In a semiconductor as stiff as GaAs, a pressure of 1 GPa goes with a change of roughly half a percent in the cell edge. That rate turns the pressures below into lengths. All five levels of theory were given the same crystal, with its cell held at the size preferred by another functional, r2SCAN.

Pressure and stress of GaAs at the fixed r2SCAN geometry, calculated with Ansatz 0.2.0 using hybrid density functionals and Hartree-Fock, with plane waves and PAW potentials. All runs are spin-unpolarised, with a 420 eV wave cutoff, a 6×6×6 k mesh and fixed occupations. Pressure and stress are positive in compression.

| functional | pressure (GPa) | stress xx (GPa) | stress yy (GPa) | stress zz (GPa) |
| --- | --- | --- | --- | --- |
| DDH-PBE0 | 2.100 | 2.100 | 2.100 | 2.100 |
| HSE06 | 0.600 | 0.600 | 0.600 | 0.600 |
| Hartree-Fock | 4.100 | 4.100 | 4.100 | 4.100 |
| LC-wPBE | -4.200 | -4.200 | -4.200 | -4.200 |
| PBE0 | 0.400 | 0.400 | 0.400 | 0.400 |

**(a) No outside pressure was prescribed for this crystal. What does its pressure mean, and which levels would make the cell larger?**

*Solution.* The pressure is the push that remains because the cell is held at a size the level did not choose. A positive value means that the crystal pushes outward and would expand if released. Four levels do so, Hartree-Fock most strongly, while LC-wPBE alone would shrink the cell. The columns stress xx, stress yy and stress zz give the push along the three cube axes; cubic symmetry makes them equal, so each row holds one result.

A clamped spring is the simpler system to think of. The force on the clamp shows which way the spring would move, and the force divided by the stiffness shows how far. The comparison holds for small changes of length, where the stiffness is nearly constant.

**(b) By how much would Hartree-Fock lengthen the edge?**

*Solution.* Let P be the pressure and B the bulk modulus, the pressure needed per unit of relative volume change. Releasing the cell changes its volume by the fraction P/B. A cube's volume changes three times as fast as its edge, in relative terms, so the edge changes by the fraction P/(3B).

A rough recalled value of B for GaAs is 75 GPa. For Hartree-Fock this gives 4.1/(3 × 75) ≈ 0.018, or nearly 2%. On an edge of about 5.7 Å that is 0.1 Å. LC-wPBE gives a shift of about the same size in the opposite direction.

The estimate uses one stiffness for all levels, although each has its own, and it assumes a linear response. It is therefore weakest for these two largest shifts. No cell was relaxed to test it, so it gives the scale of the change and not a lattice constant. The output after this text lists the same estimate for every row.

**(c) HSE06 lies above PBE0. Is that order worth explaining?**

*Solution.* No. The two differ by only 0.2 GPa, which corresponds to about 0.005 Å in the edge. Every run carries a warning that its stress was loosely converged, and the effects of the plane-wave cutoff and the k mesh were not tested. Even the positive sign of these two small pressures is less secure than the sign of the large ones.

The broad order stands on firmer ground. Hartree-Fock is at the top, DDH-PBE0 comes next, HSE06 and PBE0 form a close pair, and LC-wPBE is far below. The steps between these groups are all well above 1 GPa. The table is rounded to 0.1 GPa, so the last two zeros of each entry carry no information.

**(d) What does more exact exchange do when the rest of the functional stays the same?**

*Solution.* DDH-PBE0 and PBE0 make the cleanest comparison. Both replace a fraction of PBE exchange by exact exchange and keep PBE correlation. PBE0 replaces a quarter; DDH-PBE0 takes the inverse of the crystal's dielectric constant, and the computed exchange energies put that fraction at about 0.08 or less. The level with more exact exchange has the lower pressure, by 1.7 GPa.

Theory offers a reason. PBE exchange lowers the energy where the electron density varies steeply, and the density becomes more uneven as atoms move apart. For solids such as GaAs this reward is too generous, so PBE favours too large a cell. Exact exchange replaces part of that reward and lets the crystal contract. By the same reasoning, a PBE hybrid with an intermediate fraction should have an intermediate pressure.

**(e) Hartree-Fock has nothing but exact exchange. Why does it have the highest pressure and not the lowest?**

*Solution.* Going from PBE0 to Hartree-Fock changes two things. The exact-exchange fraction rises to one, and correlation is removed altogether. The pressure rises by 3.7 GPa, against the direction found in (d), so Hartree-Fock is not simply the far end of the same series.

Correlation is the energy that electrons gain by avoiding one another beyond what exchange already provides. This gain grows when the electrons are packed more densely, so correlation pulls the crystal inward. Hartree-Fock lacks that pull, and its lattices tend to come out too large. This is standard physics and a likely reason for the rise here; the table does not measure the pull separately, because the exchange changes in the same step.

**(f) LC-wPBE and Hartree-Fock both give GaAs a very large band gap. Do they also agree on the cell?**

*Solution.* They disagree more than any other two levels. Their computed gaps are 5.6 and 7.1 eV, yet their pressures have opposite signs and lie 8.3 GPa apart. A wide gap is thus no guide to whether a level expands or contracts the crystal.

The ingredients are a better guide. LC-wPBE uses full exact exchange only between distant electrons, treats close ones with a PBE-like form, and keeps correlation. It therefore combines a large amount of exact exchange with the inward pull that Hartree-Fock lacks. By the argument of (e), that pull favours a smaller cell. The exact exchange does so too if the argument of (d), made for exchange at all distances, also holds for the distant part alone. That fits the direction of the result, but it doesn't by itself predict a negative pressure: PBE0 also has both ingredients and stays slightly positive. How much of the gulf to Hartree-Fock comes from correlation and how much from the different short-range exchange remains open, since both change at once.

**(g) Suppose the cell were held at an edge 0.05 Å longer. What would change?**

*Solution.* The estimate of (b), read backwards, says that the pressure falls by about 0.4 GPa for each 0.01 Å of added length. Every level would therefore drop by about 2 GPa. DDH-PBE0 would end up close to zero, and HSE06 and PBE0 would turn negative. Hartree-Fock would still push outward, and the broad order would survive as long as the levels have similar stiffness.

A small pressure thus shows agreement with the chosen cell, here that of r2SCAN, and is no certificate of accuracy against nature. This matters when the stress in a strained layer is computed. At each of these levels the r2SCAN cell already carries a stress before any strain is added. The effect of an added strain is the change from that value, calculated at the same level and with the same settings.

Numerical output:

```
Pressure, gap and estimated edge shift:
           row  pressure_GPa  gap_eV  edge_shift_A  edge_shift_percent
      DDH-PBE0           2.1  0.8693       0.05288              0.9333
         HSE06           0.6   1.364       0.01511              0.2667
  Hartree-Fock           4.1   7.124        0.1033               1.822
       LC-wPBE          -4.2   5.645       -0.1058              -1.867
          PBE0           0.4   1.953       0.01007              0.1778
Number of rows with positive pressure: 4
Span from lowest to highest pressure in GPa: 8.3
DDH-PBE0 less PBE0 in GPa: 1.7
HSE06 less PBE0 in GPa: 0.2
DDH-PBE0 less HSE06 in GPa: 1.5
Hartree-Fock less PBE0 in GPa: 3.7
Hartree-Fock less DDH-PBE0 in GPa: 2
PBE0 less LC-wPBE in GPa: 4.6
Hartree-Fock less LC-wPBE in GPa: 8.3
Upper bound to the exact-exchange fraction in DDH-PBE0: 0.07955
Estimated fall of pressure in GPa for an edge longer by 0.01 angstrom: 0.3971
Estimated edge difference in angstrom between HSE06 and PBE0: 0.005037
Largest difference between the three stresses in GPa: 0
```
